Question

The table lists five neighbouring bands of tetragonal CaBi₂Au₂ at special points of reciprocal space. Band v1 is the highest band that is filled somewhere on the mesh; v2 and v3 lie below it, c1 and c2 above. Most of the separations between neighbouring bands are a few tenths of an eV or more.

Kohn–Sham bands of CaBi₂Au₂ (I4/mmm, unrelaxed cell), computed with Ansatz 0.2.0 using scalar-relativistic PBE without spin polarization, PAW plane waves with a 420 eV cutoff, an 8×8×8 k-mesh and Gaussian smearing of width 0.1401 eV. Energies are taken at the path point nearest each named k-point.

```
k-point  coordinates (reciprocal vectors of the computed cell, not always the standard one)  band v3 (eV from the Fermi level)  band v2 (eV from the Fermi level)  band v1 (eV from the Fermi level)  band c1 (eV from the Fermi level)  band c2 (eV from the Fermi level)  c1 less v1 (eV)
  Gamma                                                                               0 0 0                              -0.57                              -0.57                              -0.14                               0.14                               1.85             0.28
      X                                                                         0.5 0.5 0.5                              -1.68                               0.18                               1.29                               1.58                               2.29             0.29
      P                                                                        0.5 0.5 0.25                              -2.47                              -0.35                               1.93                               2.29                               2.53             0.36
      N                                                                             0 0.5 0                              -0.54                               0.32                               0.62                               1.15                               1.88             0.53
      M                                                                            0 0 -0.5                              -0.69                              -0.21                               1.52                               1.52                               1.91             0.00
      S                                                                      0 0.406 -0.297                              -0.02                               0.74                               0.81                               1.63                               2.22             0.82
    S_0                                                                       0 0.594 0.297                              -0.02                               0.74                               0.81                               1.63                               2.22             0.82
      R                                                                     0.406 0.594 0.5                              -1.44                               0.30                               1.57                               1.63                               2.21             0.06
```

(a) Where do neighbouring bands meet or nearly meet, and which of these meetings does symmetry demand?
(b) R lies 81% of the way from M to X. Estimate the separation of c1 and v1 at R from its values at M and X, and compare it with the computed one.
(c) Does the meeting at M make the compound a metal?

Model answer

(a) Two separations vanish to the printed digits: c1 less v1 at M, and v2 less v3 at Gamma. Two more are small but finite: 0.06 eV between v1 and c1 at R, and 0.07 eV between v2 and v1 at S. The point S_0 repeats S because the two are equivalent by symmetry.

A particle in a square box shows what sets the exact meetings apart. A wave with two half-waves along one side and one along the other can be turned by 90° into its partner, and the two must have the same energy. If the box is stretched into a rectangle, the turn is no longer a symmetry and the pair splits. The analogy covers this symmetry argument only, not the energies of the crystal.

In the crystal, the wave vector takes the part of the box. At Gamma and M it leaves the full fourfold symmetry intact, so a state pointing sideways along one axis has an equal partner along the other. At R and S the wave vector itself picks out a sideways direction, and no pair is protected. The zeros at Gamma and M are therefore best read as symmetry pairs, and the small separations at R and S as near misses. At P a quarter turn survives only in combination with a reflection. That still permits such pairs, but the listed bands there stay at least 0.24 eV apart: a permitted pair need not fall among the bands one happens to look at.

(b) Adding whole reciprocal vectors takes M to the equivalent point 0 1 0.5, from which R and X lie on one straight line. Let s be the fraction of the way from M to X, and D the separation of the two levels that form the pair at M. D is zero at M. It also runs symmetrically about M and about X, because the crystal looks the same on either side of each point along this line. The smoothest wave with these properties is

D(s) = D(X) · sin²(πs/2)

Take v1 and c1 at X to be the same two levels, so that D(X) = 0.29 eV. With s = 0.8125 the sine squared is 0.92, so

D(R) ≈ 0.29 eV × 0.92 ≈ 0.27 eV

The computed separation is 0.06 eV, less than a quarter of the estimate. M and X supplied the input, so R is a real test, and the smooth picture fails it.

Symmetry fixes the zero at M, but not the course of the curve beyond it. Away from M, one partner points along the line and the other across it. They respond differently to reflection in the plane that contains the line and the fourfold axis, so they don't mix and may even cross. The table doesn't tell whether they do cross near R, merely run close together, or whether another band has taken the place of one of them by X. A finer path between M and X, with the symmetry of each band, could settle it.

(c) No. The pair at M lies 1.52 eV above the Fermi level and is empty, so its meeting carries no current. The 78 electrons of the calculation would fill 39 bands, and the 39th is v3, not v1. The pair that matters for a gap is thus v3 and v2, and their meeting at Gamma already rules out a gap between them. Over the whole mesh, the top of v3 lies 0.78 eV above the bottom of v2, so electrons spill into v2, and near Gamma into v1 as well, and leave holes in v3. That overlap makes the compound a metal in this calculation.

Remarks on the reasoning

The numbers show that the levels coincide; that symmetry holds them together is an argument from the fourfold axis. The argument carries over to other crystals with this space group: look for enforced pairs where the wave vector keeps a quarter turn, alone or combined with a reflection, and treat a small separation elsewhere as a matter of detail. The cell here was made by swapping elements, and it is unrelaxed and strained. Relaxation that keeps the symmetry would shift the pairs without splitting them, whereas the near misses could widen or close.

Spin-orbit coupling, which the calculation leaves out, is a more serious limit. It ties the electron's spin to its orbital motion and splits each fourfold level, two orbitals with two spins, into two twofold ones. For states with much bismuth 6p character the splitting can reach tenths of an eV or more. The exact meetings at Gamma and M therefore belong to the calculation without this coupling, and the small separations at R and S shouldn't be trusted as they stand.

The output below lists the separations at every point and the estimate for R.

Numerical output:

```
Separations of neighbouring bands in eV:
    row  v2 less v3  v1 less v2  c1 less v1  c2 less c1  smallest  twofold level allowed
  Gamma           0        0.43        0.28        1.71         0                      1
      X        1.86        1.11        0.29        0.71      0.29                      0
      P        2.12        2.28        0.36        0.24      0.24                      1
      N        0.86         0.3        0.53        0.73       0.3                      0
      M        0.48        1.73           0        0.39         0                      1
      S        0.76        0.07        0.82        0.59      0.07                      0
    S_0        0.76        0.07        0.82        0.59      0.07                      0
      R        1.74        1.27        0.06        0.58      0.06                      0
Number of separations that vanish to the printed digits: 2
Smallest separation where no twofold level is allowed, eV: 0.06
Smallest separation at P, eV: 0.24
Position of R on the way from M to X, fraction: 0.8125
Splitting c1 less v1 expected at R from the lowest harmonic, eV: 0.2656
Splitting c1 less v1 computed at R, eV: 0.06
Shortfall at R if the order of the two levels is kept, eV: 0.2056
Shortfall at R if the order of the two levels is reversed, eV: 0.3256
Bands filled by the electron count: 39
Number of the band v3: 39
Highest v3 less lowest v2 at the listed points, eV: 0.55
Overlap of bands 39 and 40 over the whole mesh, eV: 0.776
```
